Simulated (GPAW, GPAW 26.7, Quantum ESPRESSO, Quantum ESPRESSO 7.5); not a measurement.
# Clean Pd(110) with PBE: work function, its numerical checks, and the first-layer contraction

## Experimental context

Two measured properties of the clean Pd(110) face serve as reference, both tabulated from earlier experiments in "Properties of real metallic surfaces: Effects of density functional semilocality and van der Waals nonlocality" (2017, arXiv:1702.08515). The work function is 5.07 ± 0.2 eV; the method is not given with the value. I read it as a recommended average, with an uncertainty that reflects the scatter among different kinds of determination. The first interlayer spacing is contracted by 5.8 ± 2.2 % from the bulk spacing, as found by low-energy electron diffraction or ion scattering. My own reservation about the second value concerns hydrogen: palladium takes it up readily, and a residue on the surface can make the measured contraction smaller than that of the truly clean face. The sample temperature is not given with either value.

| compared with | measured | method |
| --- | --- | --- |
| work function of the clean Pd(110) face (eV) | 5.07 ± 0.2 | compiled from earlier experiments; the method is not given with the … |
| change of the first interlayer spacing from the bulk spacing (%) | −5.8 ± 2.2 | low-energy electron diffraction or ion scattering; compiled in the … |

Conditions are those given with the value in the passage it was taken from; "not stated" means there, and the paper may say more elsewhere. The values are a selection: others may have been left out beforehand as unlike or outlying.

## Aim and plan

The aim is to obtain both quantities from one model: a symmetric ten-layer slab with an ideal 1×1 termination, 16 Å of vacuum and fixed middle layers. The clean face does not reconstruct, so this cell is adequate.

I ask for the work function within 0.3 eV, which covers the experimental scatter and the usual error of a semilocal functional, yet would still expose a wrong surface dipole. For the first spacing I ask for 10 % of the measured contraction, about 0.6 percentage points. That is a demanding test of the computed relaxation, and much narrower than the experimental ±2.2 points, so a deviation beyond the target but inside that scatter leaves the matter undecided.

I start with PBE on a relaxed slab built at the functional's own bulk lattice constant. A bulk-cut slab is cheaper but has no contraction to compare, and an imposed lattice constant would leave the interior under stress that enters the spacings. A small atomic-orbital basis saves time at the expense of the density tail in the vacuum, on which the work function depends. The calculation is non-magnetic, which also keeps out the spurious moment that an expanded palladium lattice can develop.

Checks of the numerical settings follow, then PBEsol as a neighbouring functional for scale. The slab is static; thermal motion should change the work function by a few hundredths of an eV and the first spacing by some tenths of a per cent, both rough sizes.

System: clean Pd(110) surface; fcc Pd, a = 3.89 A (handbook value rounded to two decimals); symmetric slab of 10 layers, 16 A of vacuum.

## 1. PBE slab at its own lattice constant

This run gives both target quantities at once. I expect a lattice constant somewhat above the handbook 3.89 Å, a work function a little below the measured one, as is common for PBE on transition metals, and a clear contraction of the first spacing, since (110) is the most open of the low-index fcc faces.

**Run 1.** Quantum ESPRESSO 7.5: PBE, GBRV ultrasoft pseudopotentials, bulk cell relaxed first, slab built at that lattice constant and its relaxed with the middle layers fixed; 10 layers, 16 A vacuum, 14x10 mesh, cold smearing 0.02 Ry.

Key lines of the input:
```
&control
  nstep = 40
  forc_conv_thr = 0.001
  calculation = 'relax'
/
&system
  ibrav = 0
  nat = 10
  ntyp = 1
  ecutwfc = 40
  ecutrho = 200
  occupations = 'smearing'
  smearing = 'mv'
  degauss = 0.02
/
&electrons
  conv_thr = 1e-07
  mixing_beta = 0.4
  electron_maxstep = 120
  mixing_mode = 'local-TF'
/
&ions
/
ATOMIC_SPECIES
  Pd  106.4200  pd_pbe_v1.4.uspp.F.UPF
CELL_PARAMETERS angstrom
  2.78914475645467 0.00000000000000 0.00000000000000
  0.00000000000000 3.94444634200000 0.00000000000000
  0.00000000000000 0.00000000000000 28.55115140406510
ATOMIC_POSITIONS crystal
  Pd  0.500000000000 0.500000000000 0.280198857346
  Pd  0.000000000000 0.000000000000 0.329043555702
  ... 4 more lines ...
  Pd  0.500000000000 0.500000000000 0.573267047585
  Pd  0.000000000000 0.000000000000 0.622111745942
  Pd  0.500000000000 0.500000000000 0.670956444298
  Pd  0.000000000000 0.000000000000 0.719801142654
K_POINTS automatic
  14 10 1 0 0 0
# earlier step: pw.x, calculation = 'vc-relax', K_POINTS automatic 20 20 20 0 0 0, electron_maxstep = 120
```

Command:
```
OMP_NUM_THREADS=1 mpirun -n 4 pw.x -nk 4 -in calc.in > calc.out
```

Selected lines of the output and, marked #, of the analysis:
```
# read off the planar mean of calc.pot.dat: phi_plus = 4.8589 eV
# read off the planar mean of calc.pot.dat: phi_minus = 4.8589 eV
```

Converged; 34 min on 4 cores of AMD EPYC 9R14 (Zen 4), shared host. Warnings: WARNING: bfgs curvature condition failed, Theta= 0.594; WARNING: bfgs curvature condition failed, Theta= 0.947; large negative density.

| quantity | run 1 | measured | deviation |
| --- | --- | --- | --- |
| work function of the clean Pd(110) face (eV) | 4.859 | 5.07 ± 0.2 | −0.211 |
| change of the first interlayer spacing from the bulk spacing (%) | −8.82 | −5.8 ± 2.2 | −3.02 |
| change of the second interlayer spacing from the bulk spacing (%) | 3.62 |  |  |
| lattice constant a used for the slab (Å) | 3.944 |  |  |

The work function of 4.859 eV lies 0.211 eV below the measured value: inside my target and just outside the stated scatter. Both faces of the slab give the same value, as its symmetry requires.

The first spacing is another matter. It contracts by 8.82 %, 3.02 percentage points more than measured, which misses the target and also lies beyond the experimental ±2.2 points. The sign is right, and the second spacing expands, the alternation usual for an open metal face. Residual hydrogen on the measured surfaces would act in the direction of this difference, but nothing here shows that it was present.

The BFGS warnings concern the curvature condition in the optimiser's update; the relaxation nevertheless converged. The warning of a large negative density remains, and a higher cutoff would be the natural test of whether it matters.

## 2. Mesh and thickness for the work function

The work function of a thin metal slab can shift with the number of layers, through quantum-size effects, and with the k-point mesh, through the Fermi level. I test both on bulk-cut slabs at the handbook lattice constant, where each change can be isolated without a new relaxation: a ten-layer reference, the same slab on a denser mesh, and one of fifteen layers. I expect shifts of a few hundredths of an eV. These runs test the work function only; the contraction needs relaxed slabs of its own.

**Run 2.** Quantum ESPRESSO 7.5: PBE, GBRV ultrasoft pseudopotentials, bulk-cut slab at the handbook lattice constant; 10 layers, 16 A vacuum, 14x10 mesh, cold smearing 0.02 Ry.

Key lines of the input:
```
&control
  calculation = 'scf'
/
&system
  ibrav = 0
  nat = 10
  ntyp = 1
  ecutwfc = 40
  ecutrho = 200
  occupations = 'smearing'
  smearing = 'mv'
  degauss = 0.02
/
&electrons
  conv_thr = 1e-07
  mixing_beta = 0.4
  electron_maxstep = 120
  mixing_mode = 'local-TF'
/
ATOMIC_SPECIES
  Pd  106.4200  pd_pbe_v1.4.uspp.F.UPF
CELL_PARAMETERS angstrom
  2.75064537881567 0.00000000000000 0.00000000000000
  0.00000000000000 3.89000000000000 0.00000000000000
  0.00000000000000 0.00000000000000 28.37790420467051
ATOMIC_POSITIONS crystal
  Pd  0.500000000000 0.500000000000 0.281909472300
  Pd  0.000000000000 0.000000000000 0.330374034000
  ... 4 more lines ...
  Pd  0.500000000000 0.500000000000 0.572696842600
  Pd  0.000000000000 0.000000000000 0.621161404300
  Pd  0.500000000000 0.500000000000 0.669625966000
  Pd  0.000000000000 0.000000000000 0.718090527700
K_POINTS automatic
  14 10 1 0 0 0
```

Selected lines of the output and, marked #, of the analysis:
```
# read off the planar mean of calc.pot.dat: phi_plus = 4.8353 eV
```

Converged; 4.9 min on 4 cores of Intel Xeon 6975P-C (Granite Rapids), shared host. Warnings: large negative density.

**Run 3.** Quantum ESPRESSO 7.5: PBE, GBRV ultrasoft pseudopotentials, bulk-cut slab, with 20x14 mesh (base case: bulk-cut slab at the handbook lattice constant; 10 layers, 16 A vacuum, 14x10 mesh, cold smearing 0.02 Ry).

Key lines of the input, as changed from run 2:
```diff
  K_POINTS automatic
-   14 10 1 0 0 0
+   20 14 1 0 0 0
```

Selected lines of the output and, marked #, of the analysis:
```
# read off the planar mean of calc.pot.dat: phi_plus = 4.8360 eV
```

Converged; 8.4 min on 4 cores of Arm Neoverse V2, shared host. Warnings: large negative density.

**Run 4.** Quantum ESPRESSO 7.5: PBE, GBRV ultrasoft pseudopotentials, bulk-cut slab, with 15 layers (base case: bulk-cut slab at the handbook lattice constant; 10 layers, 16 A vacuum, 14x10 mesh, cold smearing 0.02 Ry).

Key lines of the input:
```
&control
  calculation = 'scf'
/
&system
  ibrav = 0
  nat = 15
  ntyp = 1
  ecutwfc = 40
  ecutrho = 200
  occupations = 'smearing'
  smearing = 'mv'
  degauss = 0.02
/
&electrons
  conv_thr = 1e-07
  mixing_beta = 0.4
  electron_maxstep = 120
  mixing_mode = 'local-TF'
/
ATOMIC_SPECIES
  Pd  106.4200  pd_pbe_v1.4.uspp.F.UPF
CELL_PARAMETERS angstrom
  2.75064537881567 0.00000000000000 0.00000000000000
  0.00000000000000 3.89000000000000 0.00000000000000
  0.00000000000000 0.00000000000000 35.25451765170969
ATOMIC_POSITIONS crystal
  Pd  0.500000000000 0.500000000000 0.226921272300
  Pd  0.000000000000 0.000000000000 0.265932519100
  ... 9 more lines ...
  Pd  0.000000000000 0.000000000000 0.656044987300
  Pd  0.500000000000 0.500000000000 0.695056234100
  Pd  0.000000000000 0.000000000000 0.734067480900
  Pd  0.500000000000 0.500000000000 0.773078727700
K_POINTS automatic
  14 10 1 0 0 0
```

Selected lines of the output and, marked #, of the analysis:
```
# read off the planar mean of calc.pot.dat: phi_plus = 4.8184 eV
```

Converged; wall time 11 min. Warnings: large negative density.

| quantity | run 2 | run 3 | run 4 | measured |
| --- | --- | --- | --- | --- |
| work function of the clean Pd(110) face (eV) | 4.835 | 4.836 | 4.818 | 5.07 ± 0.2 |
| lattice constant a used for the slab (Å) | 3.890 | 3.890 | 3.890 |  |

Neither setting matters at the level of my target. The denser mesh changes the work function by less than 0.001 eV, and going from ten to fifteen layers lowers it by 0.017 eV. The thickness effect slightly widens the deviation from experiment, but is small beside it.

The bulk-cut slab at the handbook lattice constant gives 4.835 eV, only 0.024 eV below the relaxed slab at the PBE lattice constant. Cell and relaxation change together here, so this small difference does not isolate the effect of the contraction on the work function.

## 3. Lattice constant and functional in the contraction

The contraction is what misses, so I now vary the two things most likely to bear on it. The PBE lattice constant of 3.944 Å is longer than the handbook value; relaxing a PBE slab at 3.89 Å shows how far the first spacing depends on that. Such a slab is compressed in its plane and should push its layers outwards, so I expect a smaller contraction, part of it an artefact of the stress. PBEsol at its own lattice constant is the cleaner comparison: it should come close to the handbook cell without an imposed strain. I expect its contraction to resemble that of PBE.

**Run 5.** Quantum ESPRESSO 7.5: PBE, GBRV ultrasoft pseudopotentials, relaxed with the middle layers fixed at the handbook lattice constant; 10 layers, 16 A vacuum, 14x10 mesh, cold smearing 0.02 Ry.

Key lines of the input, as changed from run 2:
```diff
  &control
-   calculation = 'scf'
+   nstep = 40
+   forc_conv_thr = 0.001
+   calculation = 'relax'
+ &ions
+ /
```

Selected lines of the output:
```
Gradient error          =      2.3E-02 Ry/Bohr
     energy             new  =   -1986.8530355563 Ry
     NEW-OLD atomic charge density approx. for the potential
     total energy              =   -1986.85239224 Ry
     total energy              =   -1986.85310397 Ry
     total energy              =   -1986.85403610 Ry
     total energy              =   -1986.85401387 Ry
     total energy              =   -1986.85402936 Ry
     total energy              =   -1986.85402873 Ry
     total energy              =   -1986.85402817 Ry
     total energy              =   -1986.85402794 Ry
     total energy              =   -1986.85402789 Ry
```

Cut off at its time limit; 52 min on 4 cores of Intel Xeon 6975P-C (Granite Rapids), shared host. Warnings: WARNING: bfgs curvature condition failed, Theta= 0.972; large negative density; limit 3122 s.

**Run 6.** Quantum ESPRESSO 7.5: PBEsol, GBRV ultrasoft pseudopotentials, bulk cell relaxed first, slab built at that lattice constant and its relaxed with the middle layers fixed; 10 layers, 16 A vacuum, 14x10 mesh, cold smearing 0.02 Ry.

Key lines of the input:
```
&control
  nstep = 40
  forc_conv_thr = 0.001
  calculation = 'relax'
/
&system
  ibrav = 0
  nat = 10
  ntyp = 1
  ecutwfc = 40
  ecutrho = 200
  occupations = 'smearing'
  smearing = 'mv'
  degauss = 0.02
/
&electrons
  conv_thr = 1e-07
  mixing_beta = 0.4
  electron_maxstep = 120
  mixing_mode = 'local-TF'
/
&ions
/
ATOMIC_SPECIES
  Pd  106.4200  pd_pbesol_v1.4.uspp.F.UPF
CELL_PARAMETERS angstrom
  2.74332426248963 0.00000000000000 0.00000000000000
  0.00000000000000 3.87964637800000 0.00000000000000
  0.00000000000000 0.00000000000000 28.34495918119970
ATOMIC_POSITIONS crystal
  Pd  0.500000000000 0.500000000000 0.282237132471
  Pd  0.000000000000 0.000000000000 0.330628880800
  ... 4 more lines ...
  Pd  0.500000000000 0.500000000000 0.572587622543
  Pd  0.000000000000 0.000000000000 0.620979370871
  Pd  0.500000000000 0.500000000000 0.669371119200
  Pd  0.000000000000 0.000000000000 0.717762867529
K_POINTS automatic
  14 10 1 0 0 0
# earlier step: pw.x, calculation = 'vc-relax', K_POINTS automatic 20 20 20 0 0 0, electron_maxstep = 120
```

Selected lines of the output:
```
Energy error            =      1.6E-03 Ry
     Gradient error          =      2.1E-02 Ry/Bohr
     energy             new  =   -1986.1907927939 Ry
     NEW-OLD atomic charge density approx. for the potential
     total energy              =   -1986.19209326 Ry
     total energy              =   -1986.19217203 Ry
     total energy              =   -1986.19224599 Ry
     total energy              =   -1986.19223995 Ry
     total energy              =   -1986.19224197 Ry
     total energy              =   -1986.19224202 Ry
     total energy              =   -1986.19224203 Ry
     total energy              =   -1986.19224201 Ry
```

Cut off at its time limit; 23 min on 4 cores of AMD EPYC 9R14 (Zen 4), shared host. Warnings: WARNING: bfgs curvature condition failed, Theta= 0.977; large negative density; limit 1378 s.

Both relaxations were stopped by their time limits before they converged. The total energies listed above are iterations of a self-consistent cycle, so their settling says nothing about how far the layers had relaxed. The gradient errors shown are more than twenty times the force threshold, but they need not belong to the last geometry reached. Without a converged geometry I take no contraction from either run. How far the first spacing depends on the lattice constant or on the functional is therefore not shown in this report.

The bulk step for PBEsol did supply a cell: 3.880 Å, close to the handbook 3.89 Å as I had expected, whereas PBE gives 3.944 Å.

## 4. Cutoff, second program and LDA

I return to the work function, which can be secured with single-point runs. Raising the cutoffs on the bulk-cut PBE slab tests the basis and shows whether the negative-density warning has any bearing on the result. The same slab in GPAW tests the potentials and the program together; its mesh is somewhat coarser, which should matter little after the small change seen between the two meshes above. LDA in GPAW, with the same geometry and settings, then takes the place of PBEsol as the neighbouring functional. I expect the two PBE checks to stay within a few hundredths of an eV of the earlier slab, and LDA to lie higher by roughly 0.3 eV.

**Run 7.** Quantum ESPRESSO 7.5: PBE, GBRV ultrasoft pseudopotentials, bulk-cut slab, with cutoffs 1.4 times the usual ones (base case: bulk-cut slab at the handbook lattice constant; 10 layers, 16 A vacuum, 14x10 mesh, cold smearing 0.02 Ry).

Key lines of the input, as changed from run 2:
```diff
  &system
-   ecutwfc = 40
-   ecutrho = 200
+   ecutwfc = 56
+   ecutrho = 280
```

Selected lines of the output and, marked #, of the analysis:
```
# read off the planar mean of calc.pot.dat: phi_plus = 4.8367 eV
```

Converged; 7.6 min on 4 cores of Arm Neoverse V2, shared host. Warnings: large negative density.

**Run 8.** GPAW 26.7: PBE, plane waves 450 eV, bulk-cut slab of 10 layers at the handbook lattice constant, 10x8 mesh.

Key lines of the input:
```
slab.calc = GPAW(mode=PW(450), xc='PBE', kpts={'size': (10, 8, 1), 'gamma': True},
                 occupations={'name': 'fermi-dirac', 'width': 0.1}, nbands='220%',
                 convergence={'density': 1e-05}, maxiter=150,
                 symmetry={'tolerance': 1e-3}, txt='slab.txt')
below, above = np.interp([low - 6.5, high + 6.5], z, v)
```

Selected lines of the output:
```
potential 6.5 A off the faces, from the Fermi level: lower 4.7977 eV, upper 4.7977 eV
```

Converged; 39 min on 1 core of Intel Xeon Platinum 8259CL at 2.50GHz (Skylake/Cascade Lake), shared host.

**Run 9.** GPAW 26.7: LDA, plane waves 450 eV, bulk-cut slab of 10 layers at the handbook lattice constant, 10x8 mesh.

Key lines of the input, as changed from run 8:
```diff
- slab.calc = GPAW(mode=PW(450), xc='PBE', kpts={'size': (10, 8, 1), 'gamma': True},
+ slab.calc = GPAW(mode=PW(450), xc='LDA', kpts={'size': (10, 8, 1), 'gamma': True},
```

Selected lines of the output:
```
potential 6.5 A off the faces, from the Fermi level: lower 5.1914 eV, upper 5.1913 eV
```

Converged; wall time 40 min.

| quantity | run 7 | run 8 | run 9 | measured |
| --- | --- | --- | --- | --- |
| work function of the clean Pd(110) face (eV) | 4.837 | 4.798 | 5.191 | 5.07 ± 0.2 |
| lattice constant a used for the slab (Å) | 3.890 | 3.890 | 3.890 |  |

Raising the cutoffs moves the work function of the bulk-cut PBE slab by less than 0.002 eV. The negative-density warning persists at the higher cutoffs, so they do not cure its cause, but the work function is stable against them.

GPAW gives 4.798 eV with PBE, 0.038 eV below the Quantum ESPRESSO slab of the same geometry. Potentials, mesh and smearing all differ between the two, so I assign the shift to none of them alone. It is small beside the deviation from experiment, which both programs show with the same sign. At −0.272 eV the GPAW value is still inside my target, though with little to spare.

With the geometry and all other settings unchanged, LDA raises the work function by 0.394 eV to 5.191 eV, rather more than I had expected. It lies 0.121 eV above the measured value, within the scatter, while PBE lies below it. The choice of functional thus matters far more here than any numerical setting I tested. I would not prefer LDA on this evidence: the slab is unrelaxed, and the experimental scatter is too wide for one face to rank the two.

## Overview

| run | settings | work function of the clean Pd(110) face (eV) | deviation | change of the first interlayer spacing from the bulk spacing (%) | deviation | cost | status |
| --- | --- | --- | --- | --- | --- | --- | --- |
| 1 | Quantum ESPRESSO: PBE, GBRV ultrasoft pseudopotentials, bulk cell relaxed first, 10 layers, 16 A vacuum, 14x10 mesh, cold smearing 0.02 Ry | 4.859 | −0.211 | −8.82 | −3.02 | 2.3 core-h |  |
| 2 | Quantum ESPRESSO: PBE, GBRV ultrasoft pseudopotentials, bulk-cut slab at the handbook lattice constant, 10 layers, 16 A vacuum, 14x10 mesh, cold smearing 0.02 Ry | 4.835 | −0.235 | – |  | 20 core-min |  |
| 3 | Quantum ESPRESSO: PBE, GBRV ultrasoft pseudopotentials, bulk-cut slab | 4.836 | −0.234 | – |  | 34 core-min |  |
| 4 | Quantum ESPRESSO: PBE, GBRV ultrasoft pseudopotentials, bulk-cut slab | 4.818 | −0.252 | – |  | 45 core-min |  |
| 5 | Quantum ESPRESSO: PBE, GBRV ultrasoft pseudopotentials, 10 layers, 16 A vacuum, 14x10 mesh, cold smearing 0.02 Ry | – |  | – |  | 3.5 core-h | cut off at its time limit |
| 6 | Quantum ESPRESSO: PBEsol, GBRV ultrasoft pseudopotentials, bulk cell relaxed first, 10 layers, 16 A vacuum, 14x10 mesh, cold smearing 0.02 Ry | – |  | – |  | 1.5 core-h | cut off at its time limit |
| 7 | Quantum ESPRESSO: PBE, GBRV ultrasoft pseudopotentials, bulk-cut slab | 4.837 | −0.233 | – |  | 30 core-min |  |
| 8 | GPAW: PBE, plane waves 450 eV, bulk-cut slab of 10 layers at the handbook lattice constant, 10x8 mesh | 4.798 | −0.272 | – |  | 39 core-min |  |
| 9 | GPAW: LDA, plane waves 450 eV, bulk-cut slab of 10 layers at the handbook lattice constant, 10x8 mesh | 5.191 | +0.121 | – |  | 40 core-min |  |
|  | measured | 5.07 ± 0.2 |  | −5.8 ± 2.2 |  |  |  |

## Assessment

The relaxed PBE slab meets one of the two targets. Its work function of 4.859 eV lies 0.211 eV below the tabulated value, within the 0.3 eV I asked for, though the remaining margin is smaller than the experimental scatter, so the pass is not a secure one. The first spacing misses: it contracts by 8.82 %, against a measured 5.8 ± 2.2 %. This run cost 2.3 core-hours.

The work function is numerically steady. On bulk-cut slabs, mesh and cutoff hardly move it, five more layers lower it by 0.017 eV, and GPAW gives 0.038 eV less. The remaining deficit is of the size usual for PBE on transition metals; LDA raises the value by 0.394 eV at fixed geometry. The relaxed and bulk-cut slabs differ by only 0.024 eV, but lattice constant and relaxation change together there, and their effects may partly cancel.

The excess contraction is roughly 1.4 times the stated experimental uncertainty, so the conflict is a mild one, and its cause is not shown in this report. Hydrogen left on the measured surfaces would act in the right direction, by an unknown amount. Thermal motion, at some tenths of a per cent, is too small to account for the 3.02 points. The fault may also lie in the calculation, since my checks of thickness, mesh, cutoff and program concern the work function alone.

The two relaxations meant to test the lattice constant and the functional hit their time limits. They took 5.0 core-hours together and yielded no usable spacing. A converged PBEsol relaxation would be the next step; until then I would use the PBE work function, but not its contraction.

[Logs are printed without paths, hosts, clocks, repeated set-up lines and the standing remarks that a program may print on its own settings, such as how far it seeks lower states.]

[The runs shown are a pick from a larger set of finished runs; failed, doubtful and other runs were left out of it ahead of writing. So were measured values far from every level or from commonly accepted values, and agreement can look better than it is. Lines of input and output are excerpts and may be shortened.]
